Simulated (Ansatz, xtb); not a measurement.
# Relative energy of two isomers of C5H7B

We compare I, `BC1=CC=CC1`, a singlet, with II, `BC1=CCC=C1`, a singlet. Both are isolated molecules in the gas phase, relaxed with B3LYP/def2-SVP; the shapes shown needn't be the lowest conformers.

I (Å):

```csv
atom,x (Å),y (Å),z (Å)
C,-0.6393,0.5303,-0.1154
C,-0.0785,1.7859,-0.0490
C,1.1649,1.8433,-0.7978
C,1.3979,0.6201,-1.3437
C,0.2903,-0.3116,-0.9661
B,-1.9431,0.1071,0.5506
H,-2.5701,0.9104,1.2017
H,-2.3693,-1.0201,0.4434
H,-0.5108,2.6294,0.4952
H,1.7981,2.7267,-0.8984
H,2.2536,0.3433,-1.9630
H,-0.2239,-0.7246,-1.8558
H,0.6646,-1.1975,-0.4168
```

II (Å):

```xyz
13

C    -0.7943    0.8511   -0.4325
C     0.3589    1.5891   -0.3594
C     1.5601    0.6969   -0.4257
C     0.9573   -0.6769   -0.5487
C    -0.3888   -0.5704   -0.5510
B    -2.2073    1.4517   -0.3930
H    -2.3426    2.6484   -0.2916
H    -3.1921    0.7546   -0.4610
H     0.4084    2.6761   -0.2658
H     2.1999    0.8084    0.4722
H     2.2149    0.9587   -1.2806
H     1.5424   -1.5948   -0.6224
H    -1.0981   -1.3971   -0.6279
```

Energies in hartree; the thermal terms are from GFN2-xTB frequencies at re-optimised GFN2-xTB minima (ideal gas, soft modes damped towards free rotors, one conformer each, 298.15 K, 1 atm) and include the zero-point energy:

```
                              I           II
E, CCSD(T)/def2-SVP  −218.721717  −218.717427
    E, MP2/def2-SVP  −218.635682  −218.630387
  E, MP2/def2-TZVPP  −219.029511  −219.024058
  zero-point energy     0.101084     0.100812
       H(298 K) − E     0.107916     0.107732
       G(298 K) − E     0.072349     0.071946
```

**Question.** Correct the CCSD(T) difference for the basis set by the MP2 change, then work out ΔE, ΔE₀, ΔH and ΔG for I → II in kJ/mol (1 Eh = 2625.50 kJ/mol) and the equilibrium ratio [II]/[I].

**Answer.** 1. Differences II − I: CCSD(T) +0.004290, MP2 in the small set +0.005295, MP2 in the large set +0.005453 Eh.
2. ΔE = +0.004290 + (+0.005453 − (+0.005295)) = +0.004448 Eh = +11.68 kJ/mol.
3. ΔE₀ = ΔE + ΔZPE = +0.004448 + (−0.000272) Eh = +10.96 kJ/mol.
4. ΔH = ΔE + (−0.000184) Eh = +11.20 kJ/mol.
5. ΔG = ΔE + (−0.000403) Eh = +10.62 kJ/mol, so ΔS = (ΔH − ΔG)/T = +1.9 J/(mol K).
6. kT = 0.9442 mEh, so K = [II]/[I] = exp(−ΔG/kT) = exp(−4.28) ≈ 0.014.

Structure I is favoured at this temperature. An error of 4 kJ/mol in ΔG would change K by a factor of 5. Mirror images and further conformers aren't counted.

As drawn, both hold the same kinds of bond in the same numbers.

Other levels gave ΔE = +13.6 (GFN2-xTB); +6.5 (HF/STO-3G, GFN2-xTB geometries); +19.1 (r2SCAN-D4/def2-SVP, GFN2-xTB geometries); +16.3 (B3LYP/def2-SVP); +9.0 (HF/def2-SVP); +13.9 (MP2/def2-SVP); +11.3 (CCSD(T)/def2-SVP) kJ/mol. The correlated steps freeze 6 core orbitals. Programs: Ansatz 0.2.0, xtb 6.7.1.

The preference for I is electronic: the thermal terms barely change it, and every level listed gives the same sign, though the size varies from +6.5 to +19.1 kJ/mol. Both isomers contain a cyclopentadiene ring with a BH2 group on an sp2 carbon, so the difference probably comes from how the empty boron p orbital meets the diene. In I, boron sits at a diene terminus, where the HOMO has its larger coefficients, and can accept π density from both double bonds along one linear path. In II it sits on an inner carbon and the conjugation is crossed. The geometries fit this picture: I has the shorter B–C bond and the shorter single bond between the two alkene units, while its C=C bonds are slightly longer. The larger gaps from the two density functionals may reflect some overestimation of this delocalisation. The ratio describes only an equilibrium between free monomers, whereas a borane with an unhindered BH2 group would be expected to dimerise through B–H–B bridges or hydroborate a neighbouring alkene.
